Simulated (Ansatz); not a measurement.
CuSe: the change of pressure and energy above given cell with volume ratio

All results are calculated (Ansatz 0.2.0). Plane-wave density functional theory, PAW datasets, Gaussian smearing 0.05 eV: equation of state, the given cell scaled in volume with shape and atoms relaxed at each volume.

The cell before it is scaled or strained (space group P6_3/mmc, No. 194):
```
cell vectors (Å)
   3.8142     0.0000     0.0000
  -1.9071     3.3032     0.0000
   0.0000     0.0000     5.1673
atoms (fractions of the cell vectors)
Cu  0.00000  0.00000  0.00000
Cu  0.00000  0.00000  0.50000
Se  0.33330  0.66670  0.25000
Se  0.66670  0.33330  0.75000
```

Settings of every row: paw set soft_2; functional PBEsol; spin treatment collinear; moment partition spheres; spin axis none; wave cutoff 420 eV; k mesh 10x10x6; symmetry use detected.

Atom hubbard u: 0 on all atoms.

Limits: not tested for a lower state; starting moments were lost; the cell comes from a prototype or a list of computed structures and needn't be the stable phase.

```
row  volume ratio  V (Å³/atom)  pressure (GPa)  energy above given cell (meV per atom)
  1          0.96       15.624               ?                                       ?
  2          0.98        15.95           2.256                                    2.22
  3             1       16.275          -0.016                                       0
  4          1.02       16.601           -2.04                                    2.14
  5          1.04       16.926          -3.836                                    8.14
```

Question: what pressure and energy above given cell should row 1 give?

Worked fit of pressure. Take u = (V_r/V)^(2/3) − 1 with V_r = 16.438 Å³ an atom, which is twice the finite (Eulerian) strain; such expansions in the strain, on which the Birch-Murnaghan equation of state is built, carry the rest volume and the bulk modulus. The shown rows have u = 0.02029, 0.00667, -0.00656, -0.01931. Least squares give pressure = −1.058 + 153.314 × u + 491.77 × u² GPa; a straight line predicts inner rows, each left out in turn, worse (root mean square 0.12 against 0.0056 GPa). The rows lie off it by 0.001, -0.002, 0.003, -0.001. The pressure vanishes at u = 0.0068, or V = 16.27 Å³ an atom, and there the bulk modulus with shape and atoms relaxed is B = −V dP/dV = (2/3)(1 + u) dP/du = 107 GPa. The withheld row has u = 0.03444, so the fit gives −1.058 + 153.314 × (0.03444) + 491.77 × (0.03444)² = 4.805 GPa.

The calculation gave 4.806 GPa. The fit lies 0.001 GPa (0.012 % of the column's range) below it, one unit of the last digit. This row lies beyond the range of the fit.

Worked fit of energy above given cell. Take u = (V_r/V)^(2/3) − 1 with V_r = 16.438 Å³ an atom, which is twice the finite (Eulerian) strain; such expansions in the strain, on which the Birch-Murnaghan equation of state is built, carry the rest volume and the bulk modulus. The shown rows have u = 0.02029, 0.00667, -0.00656, -0.01931. Least squares give energy above given cell = 0.554 − 161.43 × u + 11995.3 × u² meV per atom; a straight line predicts inner rows, each left out in turn, worse (root mean square 3 against 0.024 meV per atom). The rows lie off it by 0.00, -0.01, 0.01, 0.00. Its lowest point lies at u = 0.0067, or V = 16.27 Å³ an atom, and the curvature there gives the bulk modulus with shape and atoms relaxed, B = (4/9)(1 + u)² E″(u)/V = 106 GPa. The withheld row has u = 0.03444, so the fit gives 0.554 − 161.43 × (0.03444) + 11995.3 × (0.03444)² = 9.22 meV per atom.

The calculation gave 9.32 meV per atom. The fit lies 0.10 meV per atom (1.1 % of the value, 1.1 % of the column's range) below it; its largest miss of a shown row is 0.01 meV per atom. This row lies beyond the range of the fit.
